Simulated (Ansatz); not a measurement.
## LaSc: the change of pressure and energy over elements with volume per atom

All results are calculated (Ansatz 0.2.0). Density functional energy, stress (positive in compression), forces and moments (in spheres) of a cell at fixed atoms, energy at zero smearing over the elements' standard states in the same functional; plane waves with PAW datasets, Gamma-centred k mesh.

Cell of the first row (space group Pm-3m, No. 221):
```
LaSc
1.0
      3.7833     0.0000     0.0000
      0.0000     3.7833     0.0000
      0.0000     0.0000     3.7833
La Sc
1 1
Direct
  0.00000 0.00000 0.00000
  0.50000 0.50000 0.50000
```

Settings of every row: functional PBE; dispersion none; spin none; wave cutoff 420 eV; k mesh 14x14x14; occupations gaussian; smearing width 0.1 eV.

Limits: the cell comes from a prototype or a list of computed structures and needn't be the stable phase.

| row | volume per atom (Å³) | pressure (GPa) | energy over elements (eV/atom) |
| --- | --- | --- | --- |
| 1 | 27.077 | 5.63 | 0.1223 |
| 2 | 28 | 3.94 | 0.0949 |
| 3 | 28.923 | 2.46 | 0.0767 |
| 4 | 29.846 | ? | ? |
| 5 | 31.692 | -1.03 | 0.0666 |
| 6 | 32.615 | -1.95 | 0.0752 |
| 7 | 33.846 | -3.03 | 0.0944 |

Question: what pressure and energy over elements should row 4 give?

Worked fit of pressure. Take u = (V_r/V)^(2/3) − 1 with V_r = 30.307 Å³ an atom, which is twice the finite (Eulerian) strain; such expansions in the strain, on which the Birch-Murnaghan equation of state is built, carry the rest volume and the bulk modulus. The shown rows have u = 0.07802, 0.0542, 0.03165, -0.02935, -0.04775, -0.07098. Least squares give pressure = 0.559 + 56.9 × u + 96.1 × u² + 98 × u³ GPa; a parabola predicts inner rows, each left out in turn, worse (root mean square 0.015 against 0.0015 GPa). All shown rows lie on it to the printed digit. The pressure vanishes at u = -0.0100, or V = 30.77 Å³ an atom, and there the bulk modulus at fixed shape and fractions is B = −V dP/dV = (2/3)(1 + u) dP/du = 36.3 GPa. The withheld row has u = 0.01027, so the fit gives 0.559 + 56.9 × (0.01027) + 96.1 × (0.01027)² + 98 × (0.01027)³ = 1.15 GPa.

The calculation gave 1.15 GPa. The fit meets it to the printed digit.

Worked fit of energy over elements. Take u = (V_r/V)^(2/3) − 1 with V_r = 30.307 Å³ an atom, which is twice the finite (Eulerian) strain; such expansions in the strain, on which the Birch-Murnaghan equation of state is built, carry the rest volume and the bulk modulus. The shown rows have u = 0.07802, 0.0542, 0.03165, -0.02935, -0.04775, -0.07098. Least squares give energy over elements = 0.06411 + 0.1512 × u + 7.892 × u² − 3.48 × u³ eV/atom; a parabola predicts inner rows, each left out in turn, worse (root mean square 0.00052 against 8.4e-05 eV/atom). The rows lie off it by 0.0000, 0.0000, 0.0000, 0.0000, -0.0001, 0.0000. Its lowest point lies at u = -0.0095, or V = 30.74 Å³ an atom, and the curvature there gives the bulk modulus at fixed shape and fractions, B = (4/9)(1 + u)² E″(u)/V = 36.3 GPa. The withheld row has u = 0.01027, so the fit gives 0.06411 + 0.1512 × (0.01027) + 7.892 × (0.01027)² − 3.48 × (0.01027)³ = 0.0665 eV/atom.

The calculation gave 0.0666 eV/atom. The fit lies 0.0001 eV/atom (0.18 % of the column's range) below it, one unit of the last digit.
